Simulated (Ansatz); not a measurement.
Ligand exchange: H2O + Ge(NH2)4 → H3NO + GeH(NH2)3

Gas-phase species: H2O (water) `O`, singlet; Ge(NH2)4, singlet; H3NO (hydroxylamine) `NO`, singlet; GeH(NH2)3, singlet. The partners trade H for NH2: O–H and Ge–NH2 bonds give way to O–NH2 and Ge–H.

Shapes, held fixed at every level: PBE0-D4/def2-TZVP. Flexible molecules stand in one conformer, not always the lowest. Programs: Ansatz 0.2.0. The zero-point and thermal change to 298 K, harmonic and unscaled (PBE0-D4/def2-TZVP), is -1.0 kJ/mol.

```tsv
level	kind	ΔH(298 K) (kJ/mol)	less CCSD(T)/def2-TZVPP
HF/def2-TZVPP	Hartree–Fock	+256.9	-3.7
SPW92/def2-TZVPP	LDA	+242.7	-17.9
BHLYP-D4/def2-TZVPP	global hybrid	+258.2	-2.4
r2SCAN0-D4/def2-TZVPP	global hybrid	+259.1	-1.5
B2PLYP/def2-TZVPP	double hybrid	+253.5	-7.1
MP2/def2-SVP	perturbation theory	+249.7	-10.9
CCSD/def2-SVP	coupled cluster or CI	+233.9	-26.7
CCSD(T)/def2-TZVPP	coupled cluster or CI	+260.6	0.0
```

The highest level, CCSD(T)/def2-TZVPP, gives ΔH(298 K) = +260.6 kJ/mol; the levels span +233.9 to +260.6. The column of differences is taken from that level and isn't an error. No measured value is set beside it here. Relativity is left out for Ge. Outer-core shells of Ge are correlated, in sets that cover them unevenly.

The exchange is strongly endothermic at every level, and the spread between methods is small beside the reaction enthalpy itself. Although the number of bonds is conserved, their quality isn't: a strong, polar O–H bond and a Ge–N bond stabilised by the electronegativity difference give way to a much less polar Ge–H bond and a weak O–N single bond, whose adjacent lone pairs repel. The exchange is also a formal redox step, since nitrogen is oxidised in hydroxylamine while the transferred hydrogen turns from protic to hydridic and germanium stays tetravalent.

Hartree–Fock lies only 3.7 kJ/mol below the highest level, which suggests that correlation contributions largely cancel between the two sides. The larger shortfall of CCSD/def2-SVP can't be assigned to missing triples alone, because the basis changes too. The unfavourable enthalpy doesn't imply that germanium amides resist water: ordinary hydrolysis takes the opposite sense, forming Ge–O and N–H bonds and releasing ammonia, and is a different reaction from the one computed.
